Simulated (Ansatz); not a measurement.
## A series in volume scale on HfN

All results are calculated (Ansatz 0.2.0). Free energy against uniform scaling of the volume at fixed shape and fractions; periodic cell, basis, potentials, k mesh and filling as listed.

The cell before it is scaled or strained (space group Fm-3m, No. 225):
```
CELL_PARAMETERS angstrom
0.00000 2.25600 2.25600
2.25600 0.00000 2.25600
2.25600 2.25600 0.00000
ATOMIC_POSITIONS crystal
Hf 0.00000 0.00000 0.00000
N 0.50000 0.50000 0.50000
```

Settings of every row: functional LDA; dispersion none; potentials PAW; wave cutoff 500 eV; density cutoff 2000 eV; k mesh 11x11x11; k shift 0x0x0; occupations fermi dirac; smearing width 0.05 eV; spin none.

Limits: coarse k mesh, up to 40 meV an atom off; odd electron count without spin; no spin-orbit coupling, which can matter with elements this heavy.

| row | volume scale | V (Å³/atom) | pressure (GPa) | energy above lowest point (meV/atom) |
| --- | --- | --- | --- | --- |
| 1 | 0.92 | 10.563 | ? | ? |
| 2 | 0.9467 | 10.87 | 8.11 | 6.9 |
| 3 | 0.9733 | 11.175 | -0.69 | 0 |
| 4 | 1 | 11.482 | -8.31 | 8.8 |
| 5 | 1.0267 | 11.789 | -14.9 | 31.1 |
| 6 | 1.0533 | 12.094 | -20.6 | 65.2 |
| 7 | 1.08 | 12.401 | -25.53 | 109.4 |

Question: what pressure and energy above lowest point should row 1 give?

Worked fit of pressure. Take u = (V_r/V)^(2/3) − 1 with V_r = 11.636 Å³ an atom, which is twice the finite (Eulerian) strain; such expansions in the strain, on which the Birch-Murnaghan equation of state is built, carry the rest volume and the bulk modulus. The shown rows have u = 0.04644, 0.02732, 0.00892, -0.00867, -0.02541, -0.04156. Least squares give pressure = −11.748 + 376.51 × u + 1089.5 × u² GPa; a straight line predicts inner rows, each left out in turn, worse (root mean square 0.81 against 0.04 GPa). The rows lie off it by 0.02, -0.04, -0.01, 0.03, 0.01, -0.02. The pressure vanishes at u = 0.0288, or V = 11.15 Å³ an atom, and there the bulk modulus at fixed shape and fractions is B = −V dP/dV = (2/3)(1 + u) dP/du = 301 GPa. The withheld row has u = 0.06662, so the fit gives −11.748 + 376.51 × (0.06662) + 1089.5 × (0.06662)² = 18.17 GPa.

The calculation gave 18.28 GPa. The fit lies 0.11 GPa (0.25 % of the column's range) below it; its largest miss of a shown row is 0.04 GPa. This row lies beyond the range of the fit.

Worked fit of energy above lowest point. Take u = (V_r/V)^(2/3) − 1 with V_r = 11.636 Å³ an atom, which is twice the finite (Eulerian) strain; such expansions in the strain, on which the Birch-Murnaghan equation of state is built, carry the rest volume and the bulk modulus. The shown rows have u = 0.04644, 0.02732, 0.00892, -0.00867, -0.02541, -0.04156. Least squares give energy above lowest point = 18.42 − 1274.1 × u + 22068 × u² meV/atom; a straight line predicts inner rows, each left out in turn, worse (root mean square 16 against 0.13 meV/atom). The rows lie off it by 0.1, -0.1, 0.0, 0.0, 0.2, -0.1. Its lowest point lies at u = 0.0289, or V = 11.15 Å³ an atom, and the curvature there gives the bulk modulus at fixed shape and fractions, B = (4/9)(1 + u)² E″(u)/V = 298 GPa. The withheld row has u = 0.06662, so the fit gives 18.42 − 1274.1 × (0.06662) + 22068 × (0.06662)² = 31.5 meV/atom.

The calculation gave 31.9 meV/atom. The fit lies 0.4 meV/atom (1.3 % of the value, 0.37 % of the column's range) below it; its largest miss of a shown row is 0.2 meV/atom. This row lies beyond the range of the fit.
